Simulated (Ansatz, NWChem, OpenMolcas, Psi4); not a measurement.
Errors in the atomisation enthalpy at 298 K

8 molecules without hydrogen; the atomisation enthalpy at 298 K in kJ/mol, computed less measured. Shapes, held fixed at every level: PBE0-D4/def2-TZVP; CS at the measured bond length. Thermal terms are harmonic and unscaled (PBE0-D4/def2-TZVP, PBE0/aug-cc-pVTZ, wB97M-V/def2-TZVPD); the spin-orbit lowering of the free atoms is taken from their spectra. Programs: Ansatz 0.2.0, NWChem 7.3.0, OpenMolcas 26.06, Psi4 1.11. A level may come from different programs for different species; with the same settings they agree closely. Measured values: Active Thermochemical Tables, NIST-JANAF tables.

Levels: A = HF/cc-pVTZ; B = M06-L/cc-pVTZ; C = wB97M-V/cc-pVTZ.

```
                  molecule  from tabulated heats     A    B    C
   CS (carbon monosulfide)                   714  -321   -3   -9
             F2 (fluorine)                   159  -309   -9   -1
   BOF (fluoro(oxo)borane)                  1501  -453  -16  -15
      CO2 (carbon dioxide)                  1609  -600  +35   +4
    CS2 (carbon disulfide)                  1154  -494  +51   -6
  NClO (nitrosyl chloride)                   790  -617  +28   +1
   N2O (SMILES N#[N+][O-])                  1112  -769  +38   +6
NF3 (nitrogen trifluoride)                   843  -701   +4  +30
```

Task: Sum up the errors.

Result: 
| level | kind | mean error | mean absolute error | worst case |
| --- | --- | --- | --- | --- |
| HF/cc-pVTZ | Hartree–Fock | -533.0 | 533.0 | N2O |
| M06-L/cc-pVTZ | meta-GGA | +16.0 | 23.0 | CS2 |
| wB97M-V/cc-pVTZ | range-separated hybrid | +1.2 | 9.0 | NF3 |

On this set wB97M-V/cc-pVTZ has the smallest mean absolute error and HF/cc-pVTZ the largest. HF/cc-pVTZ is too low in 8 of 8. Heats of the atoms come from ATcT where it has them, that of boron, 570 kJ/mol, from recent work. The tabulated value of BOF is in doubt (older tables, estimates, or at odds with other calculations) and kept here. Over the 7 molecules whose values aren't doubted the mean absolute errors are A 544.4; B 24.0; C 8.1. Where a negative error exceeds the measured value, the molecule comes out unbound. Hartree–Fock lacks correlation and underbinds. The set is small.

The Hartree–Fock errors reflect electron pairs that form or come closer together on bonding, whose correlation has no counterpart in the separated atoms. The loss is greatest in N2O, with its compact multiple bonds, but most telling in F2, the only molecule here left unbound: its weak single bond between lone-pair-rich atoms owes its existence to correlation.

M06-L removes most of this deficit but overshoots clearly in CO2, CS2, NClO and N2O; in all of these but NClO the π bonding is spread over three centres. Semilocal exchange probably favours such delocalised bonding too strongly, and the much smaller errors of wB97M-V in CO2, CS2 and N2O fit the exact exchange it contains, though the two functionals differ in other respects too.

The near-zero mean error of wB97M-V owes much to cancellation, as NF3 at +30 offsets several negative errors. M06-L is closer for that molecule, at +4, so the overall ranking doesn't carry over to every species, and N–F bonding deserves a separate test.
